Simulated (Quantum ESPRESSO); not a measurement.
# Magnetic energy and site moments of CuO (C2/c) under biaxial strain at the PBE+U level

A film of an antiferromagnetic oxide grown on a substrate takes up part of the substrate's in-plane spacing, and the exchange energies that hold its magnetic order change with it. For CuO, a magnetic insulator of interest for spin-based and magnetoelectric devices, the question is how strongly they change. The x and y lengths of the measured cell are scaled together while z is held, so the response of a real film along its normal is left out. At each strain the energy of an order with opposed Cu moments is measured against that of the parallel order, per Cu atom, with PBE and a Hubbard U of 6 eV on Cu. A negative value means that the opposed order is favoured.

## How the numbers were made

One system, CuO (C2/c), 4 atom(s) a primitive cell, from measured cells of the Crystallography Open Database (measured order: antiferro along [10-1], ferro along [101] (arxiv:cond-mat/0001176)). Quantum ESPRESSO 7.5, plane waves with GBRV 1.5 PBE pseudopotentials, cutoff 544 eV, Fermi-Dirac smearing of 0.05 eV, k meshes whose coarsest spacing along a reciprocal vector is 0.31 1/Å over all runs (2π included). Functional: PBE with Hubbard U (eV) Cu 6 on orthogonalised atomic projectors; collinear spins, no spin-orbit coupling. Atoms stay at fixed fractions of the cell and the mesh divisions are held. At each point the moments on Cu are started parallel, opposed (signs +-) and without spin polarisation. Of the opposed order at the middle point, it reverses 0 of 4 magnetic neighbours at 2.90 Å and 4 of 4 magnetic neighbours at 3.08 Å. Runs that did not converge or carry a known fault are not listed. The same in all rows: metal or insulator in the run from the parallel start, judged by its smearing entropy or density of states at the Fermi energy (a gap under a few smearing widths counts as a metal): insulator.

Notes on method and selection:

- Each state is what a run reaches from typed starting moments; only a few collinear orders were started, so the lowest found need not be the ground state. Spin-orbit coupling is left out of these energies, which are free energies at the smearing width. A magnetic atom is one that was given a starting moment.
- Site moments count the spin inside each program's own atomic sphere, so they depend somewhat on its radius and leave out the spin between the spheres.
- Under a Hubbard U the orbital state was not searched.
- Quantum ESPRESSO sets the radius of an element's spheres to about 0.41 of its shortest distance to a neighbour, so it changes from cell to cell and the site moment with it.
- A measured moment is set beside the table only where the run ends ferromagnetic and the measured order is ferromagnetic too.
- Runs that did not converge, have known faults or may not be shown are not listed, and runs on Ansatz's PAW sets soft_1 and soft_2 are kept to separate tables.

Columns:

- biaxial strain: factor on the x and y lengths of the cell, z held.
- moment (μB): largest site spin moment reached from the parallel start.
- moment, opposed (μB): largest site spin moment reached from the opposed start.
- magnetic distance (Å): shortest distance between magnetic atoms.
- net moment (μB): net spin moment of that run per magnetic atom.
- E(opposed) - E(parallel) (meV): energy of the run from the opposed start less that of the parallel start, per magnetic atom (positive: parallel is favoured); blank where a pattern was lost.

Input lines of one member:

```
&SYSTEM
  ecutwfc = 40
  ecutrho = 280
  nbnd = 35
  occupations = 'smearing'
  smearing = 'fd'
  degauss = 0.00367493
  nspin = 2
  starting_magnetization(1) = 0.0526
  starting_magnetization(2) = 0
/
&ELECTRONS
  conv_thr = 8d-09
  mixing_beta = 0.3
/
K_POINTS automatic
8 8 4 0 0 0
HUBBARD {ortho-atomic}
U Cu-3d 6.0000
```

Command (options for logging and memory left out): `pw.x -in pw.in`

## Computed values

```
member  biaxial strain  moment (μB)  moment, opposed (μB)  magnetic distance (Å)  net moment (μB)  E(opposed) - E(parallel) (meV)
0.96    0.96            ?            ?                     2.784                  ?                ?
0.98    0.98            0.702        0.641                 2.842                  0.99981          −54.4
1       1.00            0.702        0.646                 2.900                  0.99986          −50.5
1.02    1.02            0.701        0.649                 2.958                  0.99988          −47.1
1.04    1.04            0.700        0.650                 3.017                  0.99987          −44.2
```

Cells marked ? are withheld until the estimate has been made.

## The trend and its physics

The opposed order lies below the parallel one in all four members shown, and its advantage shrinks as the cell is stretched, from 54.4 meV per Cu at a factor of 0.98 to 44.2 meV at 1.04. The mean slope is (54.4 − 44.2) / 6 = 1.7 meV per percent of strain. The steps between neighbouring members are 54.4 − 50.5 = 3.9 meV, 50.5 − 47.1 = 3.4 meV and 47.1 − 44.2 = 2.9 meV, so the response is stronger on the compressed side.

The sign and the direction of the trend are those of superexchange. Each Cu ion has one hole in its d shell, in keeping with the net moment of 1.00 μB per Cu in the parallel state. Opposed spins on two Cu ions joined through oxygen can lower their energy by virtual hopping, by an amount of order $t^2/U_{\mathrm{eff}}$, where $t$ is the effective Cu–Cu hopping through oxygen and $U_{\mathrm{eff}}$ the cost of moving a charge. Longer Cu–O bonds reduce $t$. The Cu–O–Cu angles change as well, and the table does not show their share.

The energy is a sum over several couplings. With distances taken at a factor of 1.00, the opposed order keeps the neighbours at 2.90 Å parallel and reverses those at 3.08 Å, along with the neighbours along both [101] and [10-1]. The measured order, ferromagnetic along [101], needs a larger cell and is not one of the two states compared.

The site moments hardly respond. From 0.98 to 1.04 the Cu moment goes from 0.702 to 0.700 μB in the parallel state and from 0.641 to 0.650 μB in the opposed one. The latter rise may come from weaker Cu–O mixing or from a larger counting sphere. In the parallel state much of the remaining spin, 1.00 − 0.70 = 0.30 μB per Cu, sits on oxygen, whose moments vanish in the opposed state. Forces left on the oxygen atoms change with strain, so relaxing their positions could alter the slope.

## Blind estimate

Plain estimates from the members shown:

- 0.96, mean of the 4 members shown: −49.0 meV, standard deviation 3.8

The mean of the four members, −49.0 meV, ignores a steady trend and is unsuitable for a member at the end of the line. The factor 0.96 lies one step beyond the last member shown, and the steps themselves change regularly: 2.9, 3.4 and 3.9 meV towards compression, each larger than the one before by 0.5 meV. Continuing this gives a next step of 3.9 + 0.5 = 4.4 meV and an energy of −54.4 − 4.4 = −58.8 meV.

The same route can be tried on the member at 0.98, using only the three members at larger factors. Their steps are 2.9 and 3.4 meV, the next would be 3.9 meV, and −50.5 − 3.9 = −54.4 meV, which agrees with the table to the printed digit.

The physics supports a smooth continuation. The shortest Cu–Cu distance falls from 2.842 to 2.784 Å, much the same step as before, and the parallel run remains insulating, so no closing of the gap interrupts the superexchange picture.

Rounding of the three energies used, about 0.03 meV each and weighted by 3, 3 and 1, contributes 0.03 × √19 = 0.13 meV. A change of the 0.5 meV increment by half its size would add 0.5 / 2 = 0.25 meV. Together they give √(0.13² + 0.25²) = 0.3 meV. A switch to another orbital state would fall outside this error bar.

**Committed estimate, 0.96: E(opposed) - E(parallel) = −58.8 ± 0.3 meV.**

## Outcome

```
member  biaxial strain  moment (μB)  moment, opposed (μB)  magnetic distance (Å)  net moment (μB)  E(opposed) - E(parallel) (meV)
0.96    0.96            0.700        0.634                 2.784                  0.99966          −59.0
```

```
member  estimate   E(opposed) - E(parallel) (meV)  computed  estimate − computed  miss in error bars
0.96    committed  −58.8                           −59.0     +0.2                 0.7
0.96    mean       −49.0                           −59.0     +10.0
```

The estimate of −58.8 meV per Cu lies 0.2 meV above the computed −59.0 meV, inside its error bar of 0.3 meV. The mean of the other four members misses by 10.0 meV, as expected for a member at the end of a steady trend.

The continued growth of the steps held. The last step towards compression is 59.0 − 54.4 = 4.6 meV, against 4.4 meV predicted and 3.9 meV for the step before. The assumption that each step grows by exactly 0.5 meV was slightly off, but the difference is close to the rounding of the energies and needs no cause of its own.

The result fits superexchange that strengthens as the Cu–O–Cu paths are shortened, with no sign of a switch to another electronic state at 4 % compression.

## Exceptions

No member stands out. A straight line through all five energies leaves the two end members about 0.6 and 0.5 meV too low and the middle one 0.5 meV too high, which is the pattern of a smooth curve. The parallel Cu moment varies by only 0.002 μB over the series, too little to interpret when the counting sphere itself changes with the cell.

## Conclusions and limits

Between factors of 0.96 and 1.04 the opposed order stays below the parallel one, and compression increases its advantage. Around the measured cell the slope is (54.4 − 47.1) / 4 = 1.8 meV per Cu for each percent of strain, or 1.8 / 50.5 = 3.6 % of the magnetic energy. A film compressed by 1 % in both directions, with z held, would thus have an energy difference of about −50.5 − 1.8 = −52.3 meV.

Within the range, the mean of the two neighbouring members reproduces each of the three inner ones to within 0.4 meV, so a new strain between those listed can be interpolated to a few tenths of a meV.

The absolute energies are less certain than this smoothness suggests. All rows use the same U of 6 eV on Cu. A larger U weakens superexchange, so another choice would shift the energies and could change the slope as well, by amounts that this table cannot give.

[Logs are printed without paths, hosts, clocks, repeated set-up lines and the standing remarks that a program may print on its own settings, such as how far it seeks lower states.]
